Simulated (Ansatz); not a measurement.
TaN: the change of pressure and largest V_zz with volume scale

All results are calculated (Ansatz 0.2.0). Periodic Kohn-Sham DFT of a crystal at fixed atoms, scaled to volume_scale times the given cell; pressure positive in compression, energy less spherical unpolarised free atoms, largest_vzz the field gradient of largest size among the nuclei.

The cell before it is scaled or strained (space group P6/mmm, No. 191):
```
CELL_PARAMETERS angstrom
5.18500 0.00000 0.00000
-2.59250 4.49030 0.00000
0.00000 0.00000 2.90800
ATOMIC_POSITIONS crystal
Ta 0.00000 0.00000 0.00000
Ta 0.33333 0.66667 0.50000
Ta 0.66667 0.33333 0.50000
N 0.50000 0.00000 0.00000
N 0.50000 0.50000 0.00000
N 0.00000 0.50000 0.00000
```

Settings of every row: method frozen-core PAW; functional LDA; relativity scalar; k mesh 5x5x8; filling fermi-dirac; smearing width 0.03 eV; wave cutoff 420 eV; paw set soft_2.

Atom start moment: 0 on all atoms.

Limits: PAW files made with PBE; field gradient without spin-orbit coupling on heavy atoms; no gap: field gradients move with the k mesh; no spin-orbit coupling on heavy atoms.

```csv
row,volume scale,V (Å³/atom),pressure (GPa),largest V_zz (1e21 V/m^2)
1,0.94,10.607,17.753,-46.011
2,0.96,10.833,9.449,-46.012
3,0.98,11.058,1.989,-45.951
4,0.99,11.171,-1.454,-45.898
5,1,11.284,?,?
6,1.01,11.397,-7.811,-45.749
7,1.02,11.51,-10.743,-45.653
8,1.04,11.735,-16.155,-45.432
9,1.06,11.961,-21.017,-45.165
```

Question: what pressure and largest V_zz should row 5 give?

Worked fit of pressure. Take u = (V_r/V)^(2/3) − 1 with V_r = 11.284 Å³ an atom, which is twice the finite (Eulerian) strain; such expansions in the strain, on which the Birch-Murnaghan equation of state is built, carry the rest volume and the bulk modulus. The shown rows have u = 0.04211, 0.02757, 0.01358, 0.00673, -0.00662, -0.01313, -0.02579, -0.0381. Least squares give pressure = −4.7177 + 476.486 × u + 1315.43 × u² + 1013 × u³ GPa; a parabola predicts inner rows, each left out in turn, worse (root mean square 0.019 against 0.011 GPa). The rows lie off it by -0.002, 0.009, -0.009, -0.003, 0.004, 0.006, -0.006, 0.001 (root mean square 0.0057 GPa). The pressure vanishes at u = 0.0096, or V = 11.12 Å³ an atom, and there the bulk modulus at fixed shape and fractions is B = −V dP/dV = (2/3)(1 + u) dP/du = 338 GPa. Letting shape and atoms relax would as a rule lower it, by much in layered, chain or molecular crystals. The withheld row has u = 0, so the fit gives −4.7177 + 476.486 × (0) + 1315.43 × (0)² + 1013 × (0)³ = -4.718 GPa.

The calculation gave -4.719 GPa. The fit lies 0.001 GPa (0.0026 % of the column's range) above it, one unit of the last digit.

Worked fit of largest V_zz. Take t = volume scale − 1. The shown rows have t = -0.06, -0.04, -0.02, -0.01, 0.01, 0.02, 0.04, 0.06. Least squares give largest V_zz = −45.8295 + 7.141 × t + 67.12 × t² 1e21 V/m^2; a straight line predicts inner rows, each left out in turn, worse (root mean square 0.077 against 0.0063 1e21 V/m^2). The rows lie off it by 0.005, -0.004, -0.006, -0.004, 0.002, 0.007, 0.004, -0.006 (root mean square 0.005 1e21 V/m^2), a smooth pattern that one more power would take up: the form is only approximate. The withheld row has t = 0, so the fit gives −45.8295 + 7.141 × (0) + 67.12 × (0)² = -45.830 1e21 V/m^2.

The calculation gave -45.832 1e21 V/m^2. The fit lies 0.002 1e21 V/m^2 (0.24 % of the column's range) above it; its largest miss of a shown row is 0.007 1e21 V/m^2.
